# Two-tone back-action evasion: margin notes, for one drum and for two

**Note 1. Premises and conventions.** One cavity mode $a$ (frequency $\omega_c$, energy decay rate $\kappa$) couples to a harmonic mechanical mode $b$ (frequency $\Omega$, energy decay rate $\gamma\ll\Omega$):
$$H=\hbar\omega_c a^\dagger a+\hbar\Omega b^\dagger b-\hbar g_0 a^\dagger a\,(b+b^\dagger)+H_{\rm drive}.$$
Both baths are Markovian. The cavity input is vacuum, and the mechanical bath has occupation $n_{\rm th}$. Quadratures are $X=(b+b^\dagger)/\sqrt2$ and $Y=-i(b-b^\dagger)/\sqrt2$ in the frame rotating at $\Omega$, so $[X,Y]=i$ and the vacuum variance is $1/2$. Fourier transforms are $f[\omega]=\int f(t)e^{i\omega t}dt$. Spectra are symmetrised and two-sided, with variance $\int S\,d\omega/2\pi$. An added variance $n$ is called "$n$ quanta". The scheme goes back to Braginsky, Vorontsov and Thorne (1980); the cavity theory is due to Clerk, Marquardt and Jacobs (2008), and the two-oscillator form to Woolley and Clerk (2013).

**Note 2. What "equal tones" means.** The tones sit at $\omega_c\pm\Omega$, and what must be equal is their amplitude inside the cavity. The mean field is then
$$\alpha(t)e^{-i\omega_ct},\qquad \alpha(t)=\sqrt{n_p}\,(e^{i\Omega t}+e^{-i\Omega t})=2\sqrt{n_p}\cos\Omega t,$$
with $n_p$ photons per tone. Two phases have been set to zero. A common phase of the tones only redefines which cavity quadrature couples. A relative phase $2\theta$ turns $\cos\Omega t$ into $\cos(\Omega t+\theta)$, which rotates the measured mechanical quadrature. The essential property is that $\alpha(t)$ is a fixed phase times a real function: pure amplitude modulation.

**Note 3. Linearisation, with nothing else dropped.** Put $a=(\alpha+d)e^{-i\omega_ct}$. Then $a^\dagger a=\alpha^2+\alpha(d+d^\dagger)+d^\dagger d$. The last term is smaller than the second by about $1/\sqrt{n_p}$ and is dropped. The first is a classical force, taken up in Note 11. Let $g=g_0\sqrt{n_p}$ be the coupling *per tone*, and $U=(d+d^\dagger)/\sqrt2$, $V=-i(d-d^\dagger)/\sqrt2$. In the rotating frame $be^{-i\Omega t}+b^\dagger e^{i\Omega t}=\sqrt2(X\cos\Omega t+Y\sin\Omega t)$, and $2\cos^2\Omega t=1+\cos2\Omega t$, $2\cos\Omega t\sin\Omega t=\sin2\Omega t$, so
$$H_{\rm int}=-2\hbar g\,U\,[X(1+\cos2\Omega t)+Y\sin2\Omega t].\tag{1}$$
The rotating-wave part is $-2\hbar gUX=-\sqrt2\hbar g(d+d^\dagger)X$. It commutes with $X$. "Conserved" refers to this interaction only: $X$ still relaxes and fluctuates through its own bath.

**Note 4. The equations form a chain.** From $\dot O=(i/\hbar)[H,O]$ plus damping,
$$\dot U=-\tfrac\kappa2U+\sqrt\kappa\,U_{\rm in},\qquad \dot V=-\tfrac\kappa2V+\sqrt\kappa\,V_{\rm in}+2g[X(1+\cos2\Omega t)+Y\sin2\Omega t],$$
$$\dot X=-\tfrac\gamma2X+\sqrt\gamma X_{\rm in}-2gU\sin2\Omega t,\qquad \dot Y=-\tfrac\gamma2Y+\sqrt\gamma Y_{\rm in}+2gU(1+\cos2\Omega t).\tag{2}$$
The inputs are white, with $S=1/2$ for the cavity and $S=n_{\rm th}+1/2$ for the drum. Giving $X$ and $Y$ equal damping neglects terms of order $\gamma/\Omega$. The point that is seldom written down: $U$ commutes with all of (1), counter-rotating terms included. So $U$ drives the drum, the drum drives $V$, and nothing returns. There is no optical spring and no optical damping, and (2) is solved exactly by integration, for any $g/\kappa$ and any $\kappa/\Omega$. For vacuum input $\langle U(t)U(t')\rangle=\frac12e^{-\kappa|t-t'|/2}$. This is real, so $U$ acts as a classical noise, with
$$S_U[\omega]=\frac{\kappa/2}{\kappa^2/4+\omega^2}.\tag{3}$$
A thermal cavity occupation $n_c$ multiplies (3) by $2n_c+1$.

**Note 5. Back-action on $Y$, and where $1/32$ comes from.** The forces in (2) are a stationary noise times a periodic function, so their correlators depend on both times. Averaging over the mean time at fixed $\tau=t-t'$ gives $\overline{\sin2\Omega t\sin2\Omega t'}=\overline{\cos2\Omega t\cos2\Omega t'}=\frac12\cos2\Omega\tau$, while the cross terms $1\cdot\cos2\Omega t'$ average to zero. A factor $\frac12\cos2\Omega\tau$ turns $S_U[\omega]$ into $\frac14(S_U[\omega+2\Omega]+S_U[\omega-2\Omega])$. Hence
$$S_{F_X}[\omega]=g^2(S_U[\omega+2\Omega]+S_U[\omega-2\Omega]),\qquad S_{F_Y}[\omega]=4g^2S_U[\omega]+S_{F_X}[\omega].$$
Each is filtered by $1/(\omega^2+\gamma^2/4)$. The required integral is a convolution of two Lorentzians, whose widths add:
$$I(\nu)=\int\frac{d\omega}{2\pi}\frac{S_U[\omega-\nu]}{\omega^2+\gamma^2/4}=\frac1\gamma\,\frac{(\kappa+\gamma)/2}{\nu^2+(\kappa+\gamma)^2/4}.$$
The period-averaged variances are therefore
$$\langle X^2\rangle=n_{\rm th}+\tfrac12+n_{\rm bad},\qquad\langle Y^2\rangle=n_{\rm th}+\tfrac12+n_{\rm BA}+n_{\rm bad},$$
with $n_{\rm BA}=4g^2I(0)$ and $n_{\rm bad}=2g^2I(2\Omega)$. For $\gamma\ll\kappa$, and with $C=4g^2/\kappa\gamma$,
$$n_{\rm BA}=\frac{8g^2}{\kappa\gamma}=2C,\qquad n_{\rm bad}=\frac{n_{\rm BA}}2\,\frac{\kappa^2}{\kappa^2+16\Omega^2}\;\xrightarrow{\kappa\ll\Omega}\;\frac{1}{32}\Big(\frac\kappa\Omega\Big)^2n_{\rm BA}.\tag{4}$$
The factor is $\frac12\times\frac1{16}$. The half is the mean of $\sin^2$. The sixteenth is the fall of the cavity Lorentzian at $2\Omega$, namely $(\kappa/2)^2/(2\Omega)^2$. Physically, each tone has one sideband on the cavity resonance and one at $\omega_c\pm2\Omega$. The two resonant sidebands coincide, and their kicks cancel in $X$. The outer two have no partner, so they heat both quadratures alike. For $\kappa\gg\Omega$ the leak saturates at $n_{\rm BA}/2$, and the evasion shrinks to a factor of three between the heating of $Y$ and of $X$.

**Note 6. The record.** With the sign of the input in (2), $V_{\rm out}=\sqrt\kappa V-V_{\rm in}$. Keeping the unmodulated term,
$$V_{\rm out}[\omega]=\frac{\kappa/2+i\omega}{\kappa/2-i\omega}V_{\rm in}+\frac{2g\sqrt\kappa}{\kappa/2-i\omega}X.$$
The first factor has unit modulus. With total detection efficiency $\eta$, the noise referred to $X$ at $\omega\ll\kappa$ is $S_{\rm imp}=\kappa/(32g^2\eta)$. The mechanical line has peak height $4(n+\frac12)/\gamma$, so the imprecision in quanta is $n_{\rm imp}=\gamma S_{\rm imp}/4$, and
$$n_{\rm imp}n_{\rm BA}=\frac1{16\eta}.\tag{5}$$
If the back-action fell on the measured variable, $n_{\rm imp}+n_{\rm BA}\ge1/2$ would follow at $\eta=1$: the standard quantum limit. Here only $rn_{\rm BA}$ does, with $r=n_{\rm bad}/n_{\rm BA}$, and minimising $1/(16\eta n_{\rm BA})+rn_{\rm BA}$ gives
$$n_{\rm BA}^{\rm opt}=\frac1{4\sqrt{r\eta}},\qquad n_{\rm add}^{\rm min}=\frac12\sqrt{\frac r\eta},\tag{6}$$
which is $\kappa/(8\sqrt{2\eta}\,\Omega)$ for $r=\kappa^2/32\Omega^2$. The modulated terms in $\dot V$ add little. A slow $U$ drives the micromotion $X=(g/\Omega)U\cos2\Omega t$, $Y=(g/\Omega)U\sin2\Omega t$, which folds back as an apparent signal $(g/\Omega)U$. This is a flat floor of $n_{\rm BA}\gamma^2/16\Omega^2$ quanta, or $2(\gamma/\kappa)^2n_{\rm bad}$.

**Note 7. Two drums: one of them acquires a negative frequency.** Let two drums with frequencies $\Omega_{1,2}=\Omega\pm\Delta$ share the cavity, and keep the tones at $\omega_c\pm\Omega$, with $\Omega$ now the mean frequency. Take equal $g$ and $\gamma$ first. With both drums in the frame rotating at $\Omega$, the free part is $\hbar\Delta(b_1^\dagger b_1-b_2^\dagger b_2)$. Define $X_\pm=(X_1\pm X_2)/\sqrt2$ and $Y_\pm$ likewise, so $[X_\pm,Y_\pm]=i$ and $[X_\pm,Y_\mp]=0$. Since $X_1^2-X_2^2=2X_+X_-$,
$$H/\hbar=\Delta(X_+X_-+Y_+Y_-)-2\sqrt2\,gU[X_+(1+\cos2\Omega t)+Y_+\sin2\Omega t].\tag{7}$$
Now $X_+$ is not conserved, because $[Y_+Y_-,X_+]\ne0$. The equations, without damping terms, are
$$\dot X_+=\Delta Y_--2\sqrt2gU\sin2\Omega t,\qquad\dot Y_-=-\Delta X_+,$$
$$\dot X_-=\Delta Y_+,\qquad\dot Y_+=-\Delta X_-+2\sqrt2gU(1+\cos2\Omega t).$$
What replaces conservation is closure. The pair $(X_+,Y_-)$ evolves only into itself and commutes, and in the rotating-wave limit $U$ does not reach it. In one line: $Z=X_++iY_-=b_1+b_2^\dagger$ obeys $\dot Z=-i\Delta Z$ and $[Z,Z^\dagger]=1-1=0$. The record of $X_+$ thus tracks both quadratures of an oscillator at $\Delta$ that has no uncertainty relation of its own. The resonant back-action goes to $W=X_-+iY_+=b_1-b_2^\dagger$. The damping still brings in vacuum noise, so $\langle X_+^2\rangle=n_{\rm th}+\frac12$ without leak, with $n_{\rm th}$ the mean over the two baths.

**Note 8. How (4) changes.** A force on one member of a rotating pair has response $e^{-\gamma t/2}\cos\Delta t$ in that member and $e^{-\gamma t/2}\sin\Delta t$, up to sign, in the other. Because
$$\int_0^\infty e^{-\gamma t}\cos^2\Delta t\,dt=\frac1{2\gamma}+\frac{\gamma}{2(\gamma^2+4\Delta^2)},$$
and the sine has the opposite second term, each member receives $S_F[\Delta]/2\gamma$ when $\Delta\gg\gamma$. The force spectra are twice those of Note 5, from the $\sqrt2$ in (7), and are sampled at $\omega=\pm\Delta$. The two factors of two cancel:
$$n_{\rm BA}=\frac{4g^2S_U[\Delta]}\gamma=\frac{2C\kappa^2}{\kappa^2+4\Delta^2}\quad\text{in each of }Y_+,X_-,$$
$$n_{\rm bad}=\frac{g^2}\gamma\big(S_U[2\Omega+\Delta]+S_U[2\Omega-\Delta]\big)\approx\frac{2C\kappa^2}{32\Omega^2}\quad\text{in each of }X_+,Y_-.\tag{8}$$
The leak keeps its single-drum size, while the resonant back-action is reduced by the cavity filter. The ratio becomes $r\approx(\kappa^2+4\Delta^2)/32\Omega^2$ for $\kappa,\Delta\ll\Omega$, and the single-drum ratio holds only if $2\Delta\ll\kappa$. The line of $X_+$ is split into two peaks at $\pm\Delta$, of height $2(n+\frac12)/\gamma$. The imprecision there is $S_{\rm imp}=(\kappa^2/4+\Delta^2)/(16g^2\kappa\eta)$, so $n_{\rm imp}=\gamma S_{\rm imp}/2$, and (5) and (6) hold unchanged.

**Note 9. Unequal drums and mistuned tones.** Let $g_{1,2}=g(1\pm\epsilon)$ and $\gamma_{1,2}=\gamma(1\pm\lambda)$, and let the mean drum frequency exceed half the tone spacing by $\delta$. In the rotating-wave limit $U$ is still autonomous, and
$$\dot b_1=-[i(\Delta+\delta)+\tfrac{\gamma_1}2]b_1+i\sqrt2g_1U,\qquad\dot b_2^\dagger=-[i(\Delta-\delta)+\tfrac{\gamma_2}2]b_2^\dagger-i\sqrt2g_2U.$$
The cavity reads $g_1X_1+g_2X_2$, which is $\sqrt2g$ times the Hermitian part of $Z'=(g_1b_1+g_2b_2^\dagger)/g$. The response of $Z'$ to $U$ is $i\sqrt2e^{-i\Delta t}k(t)$ with
$$k(t)=h_1e^{-(\gamma_1/2+i\delta)t}-h_2e^{-(\gamma_2/2-i\delta)t},\qquad h_j=g_j^2/g.$$
Evasion is the cancellation of these two terms at all times. Since $k$ varies slowly against $1/\kappa$, the back-action contribution to the mean square of $|Z'|$ is $2S_U[\Delta]\int|k|^2dt$, and for $\Delta\gg\gamma$ half of it falls on the measured part:
$$n_{\rm leak}=S_U[\Delta]\Big[\frac{h_1^2}{\gamma_1}+\frac{h_2^2}{\gamma_2}-\frac{2h_1h_2\gamma}{\gamma^2+4\delta^2}\Big]\approx n_{\rm BA}\Big[4\epsilon^2-2\epsilon\lambda+\frac{\lambda^2}2+\frac{2\delta^2}{\gamma^2}\Big].\tag{9}$$
Here $n_{\rm BA}$ is that of (8), and the expansion is to second order. The form equals $(2\epsilon-\lambda/2)^2+\lambda^2/4+2\delta^2/\gamma^2$, so no choice of couplings removes a damping asymmetry from the variance. At $\delta=0$ it can be removed from the spectrum at line centre, where $\int k\,dt=2h_1/\gamma_1-2h_2/\gamma_2$ vanishes for equal cooperativities. The coefficient $4\epsilon^2$ is four times the $\epsilon^2$ that enters $X_+$ itself, because the record also contains $\epsilon X_-$, whose noise adds in phase. None of these terms carries the small factor $(\kappa/\Omega)^2$. The tolerance on $\delta$ is set by $\gamma$, the smallest rate in the problem. For a single drum the same term $2\delta^2/\gamma^2$ follows from $\dot X=\delta Y$.

**Note 10. Unequal tones close the loop.** With red and blue couplings $g_r,g_b$, the resonant terms are $-\hbar g_r(d^\dagger b+db^\dagger)-\hbar g_b(d^\dagger b^\dagger+db)=-\hbar(g_r+g_b)UX-\hbar(g_r-g_b)VY$. For two drums this gives $\dot X_+\ni-\sqrt2(g_r-g_b)V$ and $\dot V\ni\sqrt2(g_r+g_b)X_+$. Eliminating $V$ at frequency $\Delta$, where the resonant part of $X_+$ is $Z/2$, yields $\dot Z\ni-(g_r^2-g_b^2)Z/(\kappa/2-i\Delta)$. Twice the real part of the coefficient is an optical damping. For $g_{r,b}=g(1\pm\mu)$,
$$\Gamma=\frac{(g_r^2-g_b^2)\kappa}{\kappa^2/4+\Delta^2}=2\mu\,n_{\rm BA}\gamma.\tag{10}$$
The direct noise of $V$ adds only $\mu^2n_{\rm BA}$, but the damping is first order in $\mu$ and changes the thermal variance by $-(n_{\rm th}+\frac12)\Gamma/\gamma$. A static detuning of the cavity from the midpoint of the tones is milder. It mixes $U$ and $V$, yet the rotating-wave Hamiltonian still contains the drums only through $X_+$, so $(X_+,Y_-)$ stays closed as long as $\epsilon=\lambda=\delta=\mu=0$.

**Note 11. The classical force that Note 3 set aside.** The term $\alpha^2=2n_p(1+\cos2\Omega t)$ drives $q=\langle b+b^\dagger\rangle$ in the laboratory frame through $\ddot q+\Omega^2q=4\Omega g_0n_p(1+\cos2\Omega t)$, with solution $q=(4g_0n_p/\Omega)(1-\frac13\cos2\Omega t)$. The cavity frequency moves by $-g_0q$. For $N$ drums with $\Delta\ll\Omega$ the static part is $-4Ng^2/\Omega$, and it is absorbed in $\omega_c$. The oscillating part is $+(4Ng^2/3\Omega)\cos2\Omega t$, whose time integral is $\phi=m\sin2\Omega t$ with
$$m=\frac{2Ng^2}{3\Omega^2}.$$
Writing $d=\tilde de^{-i\phi}$ and $\alpha=\tilde\alpha e^{-i\phi}$ removes the modulation from the cavity and leaves white input noise white. The drive then appears multiplied by $e^{i\phi}\approx1+\frac m2(e^{2i\Omega t}-e^{-2i\Omega t})$. The drive amplitudes that give equal tones are $E_b=(\kappa/2-i\Omega)\sqrt{n_p}$ for $e^{-i\Omega t}$ (blue) and $E_r=E_b^*$, with $E_r/E_b\approx-1$ for $\kappa\ll\Omega$. The blue component of $\tilde\alpha$ becomes $\sqrt{n_p}[1-\frac m2E_r/E_b]\approx\sqrt{n_p}(1+\frac m2)$, and the red one $\sqrt{n_p}(1-\frac m2)$. Equal injected tones therefore act as $\mu=-m/2$, and (10) gives an antidamping $\Gamma=-mn_{\rm BA}\gamma$. It grows as $g^4$. Raising the red amplitude by the fraction $m$ relative to the blue cancels it.

**Note 12. Range of validity.** Equations (4) and (8) require: $n_p\gg1$ and $g_0\ll\kappa$; $\gamma\ll\kappa,\Omega$; for two drums $\Delta\gg\gamma$; harmonic drums; vacuum input noise near $\omega_c$ and near $\omega_c\pm2\Omega$; and $n_{\rm th}$ independent of drive power. The short form with $1/32$ needs $\kappa\ll4\Omega$, and as a ratio for two drums also $2\Delta\ll\kappa$. The counter-rotating leak is the dominant back-action in the record only if $4\epsilon^2$, $\lambda^2/2$ and $2\delta^2/\gamma^2$ all lie below $r$. The variance of the measured quadrature tests $n_{\rm bad}$ only if also $2|\mu|(n_{\rm th}+\frac12)<r$, with $\mu$ including $-m/2$.

**Note 13. Numbers for two aluminium drums in a microwave cavity.** The inputs are illustrative and of typical size: $\Omega_1/2\pi=10.5$ MHz, $\Omega_2/2\pi=9.5$ MHz, $\kappa/2\pi=1.0$ MHz, $\gamma/2\pi=100$ Hz, $g_0/2\pi=50$ Hz, $g/2\pi=50$ kHz, $T=20$ mK, $\eta=0.1$. Then $\Omega/2\pi=10.0$ MHz, $\Delta/2\pi=0.5$ MHz, $n_p=1.0\times10^6$, $C=100$, and the mean Bose occupation is $n_{\rm th}=41$.

| quantity | source | model value |
|---|---|---|
| cavity filter $\kappa^2/(\kappa^2+4\Delta^2)$ | (8) | 0.50 |
| $n_{\rm BA}$ | (8) | 100 |
| $n_{\rm bad}$, full form | (8) | 0.0626 |
| $n_{\rm bad}$, short form $2C\kappa^2/32\Omega^2$ | (8) | 0.0625 |
| $r$ | (8) | $6.26\times10^{-4}$ |
| $n_{\rm imp}$ | (5) | $6.25\times10^{-3}$ |
| $n_{\rm imp}+n_{\rm bad}$ | sum | 0.069 |
| $n_{\rm BA}^{\rm opt}$ | (6) | 32 |
| $n_{\rm add}^{\rm min}$ | (6) | 0.040 |

Applying the single-drum ratio $\kappa^2/32\Omega^2$ to the filtered $n_{\rm BA}$ would give 0.031, too small by the filter factor.

The terms of (9), each taken alone, equal $n_{\rm bad}$ at $\epsilon=1.3\,\%$, at $\lambda=3.5\,\%$, or at $\delta/2\pi=1.8$ Hz. The static cavity shift of Note 11 is $-2.0$ kHz, and $m=3.3\times10^{-5}$. Uncorrected, this gives $\Gamma/\gamma=-3.3\times10^{-3}$ and raises $\langle X_+^2\rangle$ by 0.14 quanta, more than twice $n_{\rm bad}$. That rise is a narrowing of the line and not an added force noise, but it would mask $n_{\rm bad}$ in a variance.

The tolerance of hertz size invites a test of the harmonic premise, since each drum carries an added $\langle X_j^2+Y_j^2\rangle=n_{\rm BA}$ and its motion stretches the film. Model a drum as a membrane of radius $R=7.5$ µm, thickness $t_f=100$ nm and approximate density $\rho=2700$ kg/m³, with mode $zJ_0(jr'/R)$, $r'$ the radial coordinate and $j=2.405$ the first zero of $J_0$. The stress is chosen to give 10 MHz: $\sigma=\rho(\Omega R/j)^2=104$ MPa. The mass referred to the centre amplitude is $m_{\rm eff}=\rho\pi R^2t_fJ_1(j)^2=13$ pg, and $x_{\rm zpf}=\sqrt{\hbar/2m_{\rm eff}\Omega}=8.1$ fm. The added mean square is $\langle z^2\rangle=x_{\rm zpf}^2n_{\rm BA}$. Half the relative increase in area gives a mean biaxial strain $\langle z^2\rangle(j/R)^2J_1(j)^2/4=4.5\times10^{-17}$. For an assumed (111) texture, equal in-plane strain with zero normal stress gives the modulus $M=6C_{44}(C_{11}+2C_{12})/(C_{11}+2C_{12}+4C_{44})$. The room-temperature bulk values compiled by Blaschke, $C_{11}=106.75$, $C_{12}=60.41$, $C_{44}=28.34$ GPa, give $M=113.5$ GPa. Since $\Omega\propto\sqrt\sigma$, the frequency shift is $\Omega/2\pi$ times $M\times$strain$/2\sigma$, or $2\times10^{-7}$ Hz. Bending, the radial redistribution of stress and the change of the moduli on cooling are ignored, so only the order of magnitude counts; it lies far below 1.8 Hz, and the harmonic premise is safe.

The symmetric model suppresses back-action by $1/r$, or 32 dB. That is the model's figure. Aluminium drum pairs typically show a suppression of order 10 dB, so the symmetric model is too optimistic by roughly two orders of magnitude. Equation (9) shows how easily such a gap opens: a coupling asymmetry $\epsilon=0.1$ alone puts 4.0 quanta into the record, 64 times $n_{\rm bad}$, and lowers the model's suppression to 14 dB.